Question: I calculated Hirshfeld charges for 3-fluoroazetidine, a four-membered ring in which an NH group sits opposite a CHF group. Rows 3 and 5 are the CH₂ carbons between them.

Hirshfeld charges of the atoms in neutral singlet 3-fluoroazetidine, calculated with PySCF 2.14.0. The density comes from a B3LYP/def2-SVP single point at the GFN2-xTB geometry.

```
row  hirshfeld charge (e)  computed element
  1                -0.122                 F
  2                 0.073                 C
  3                -0.026                 C
  4                -0.175                 N
  5                -0.026                 C
  6                 0.040                 H
  7                 0.032                 H
  8                 0.032                 H
  9                 0.108                 H
 10                 0.032                 H
 11                 0.032                 H
```

1. Which hydrogen is the most positive, and why?
2. Why is nitrogen more negative than fluorine, although fluorine is the more electronegative element?
3. Why is only the carbon on fluorine positive?
4. How far along the ring does the pull of fluorine reach?
5. Rows 7 and 8 agree exactly. Are these hydrogens equivalent, and which digits can I trust?
6. Can I get the dipole moment from these charges?

Answer: Read each charge as a balance over all the bonds of an atom. The Hirshfeld method divides the electron density at every point among the atoms, in proportion to the densities that the free neutral atoms would have there. An atom comes out negative if its share holds more electrons than the free atom. The charge therefore depends on the atom's neighbours as well as on its element.

1. It is the hydrogen on nitrogen, row 9, with a charge more than three times that of a CH₂ hydrogen. Nitrogen attracts the shared electrons more strongly than carbon does, so this hydrogen keeps less of its bond pair. The electrostatic potential on the molecular surface agrees: its highest value, 1.183 V, lies beside this atom. This is where a hydrogen-bond acceptor would be drawn.

2. Fluorine has one bond through which to gain electrons, while nitrogen has three, one of them to a hydrogen that gives up density easily. Counting nitrogen and its hydrogen as one unit removes that contribution, and the negative charge shrinks from -0.175 to -0.067 e. This unit is bound to two carbons, which makes about -0.03 e per bond to carbon, against -0.122 e for the single bond of fluorine. Seen per bond to carbon, the order is the one that electronegativity suggests. This is bookkeeping rather than a measured flow through each bond, but it shows why atomic charges alone do not rank the elements.

3. The carbon in row 2 loses density to fluorine and has only one hydrogen to draw on. The carbons in rows 3 and 5 lose less to nitrogen and have two hydrogens each. Both differences push the same way, so the gap of 0.099 e between the two kinds of carbon is not the effect of fluorine alone. Including the hydrogens makes the comparison fairer: the CH unit beside fluorine carries +0.113 e, each CH₂ unit only +0.038 e. The carbon side of the C–F bond is still clearly the more electron-poor.

4. The charges fit a mostly local pull. Fluorine, its carbon and that carbon's hydrogen add up to only -0.009 e, so the negative charge on fluorine is nearly balanced within its own group. That is what the inductive effect leads one to expect, since it fades with each further bond. A small sum could still hide a gain from one side and a loss to another. To measure the reach, replace fluorine by hydrogen, repeat the calculation and compare the charges of the CH₂ and NH groups. The carbon in row 2 should then become less positive, because it has lost its strongest competitor for electrons.

5. They are not equivalent: the two hydrogens lie on opposite faces of the ring, and their charges merely agree to the printed digits. The true mirror pairs are rows 7 and 11, and rows 8 and 10. Rounding can change a difference between two charges by at most 0.001 e, so the excess of 0.008 e on the hydrogen beside fluorine is real within this calculation. Whether it would survive a larger basis is untested, and I would not build an argument on it. Compare sizes only within one charge scheme, because Hirshfeld charges are typically small and understate polarity.

6. Only in part. The charges describe how many electrons each atom holds, but not how they are arranged around its nucleus. In the Hirshfeld division the dipole has both contributions:

dipole = sum of (charge × position) + sum of the dipoles within the atoms

Take the z direction, roughly at right angles to the ring, and keep only the first sum. With the atomic positions used in the calculation, fluorine, its carbon, the hydrogen beside it, the hydrogen on nitrogen and all other atoms contribute, in this order:

-0.034 - 0.031 - 0.060 + 0.094 + 0.006 = -0.025 e Å

One e Å is about 4.8 debye, so the estimate is -0.12 debye, whereas the full calculation gives +0.33 debye. No constant was fitted here, and rounding is far too small to explain the wrong sign. The nitrogen lone pair is a likely contributor: it places electrons below the ring, which adds a dipole pointing upwards without changing the charge on nitrogen. The printed analysis below gives the group sums and both dipole components.

Output of the analysis:

```
Sum of all charges (e): 1.388e-17
Sum of the positive charges (e): 0.349
N more negative than F by (e): 0.053
Charge of the NH group, rows 4 and 9 (e): -0.067
Charge of the CHF group, rows 1, 2 and 6 (e): -0.009
Charge of one CH2 group, rows 3, 7 and 8 (e): 0.038
Carbon on F minus carbon on N, rows 2 and 3 (e): 0.099
Carbon on F with its hydrogen, rows 2 and 6 (e): 0.113
H on N minus H of CH2, rows 9 and 7 (e): 0.076
H on N over H of CH2, ratio: 3.375
H beside F minus H of CH2, rows 6 and 7 (e): 0.008
Largest rounding error of a difference of two charges (e): 0.001
Displaced electrons over sum of positive charges, ratio: 7.052
Dipole from point charges, x part (debye): 0.6546
Dipole from point charges, z part (debye): -0.1202
Size of the dipole from point charges (debye): 0.6656
Missing x part, computed less point charges (debye): 0.1824
Missing z part, computed less point charges (debye): 0.4502
Largest rounding error of the z part (debye): 0.0324
```
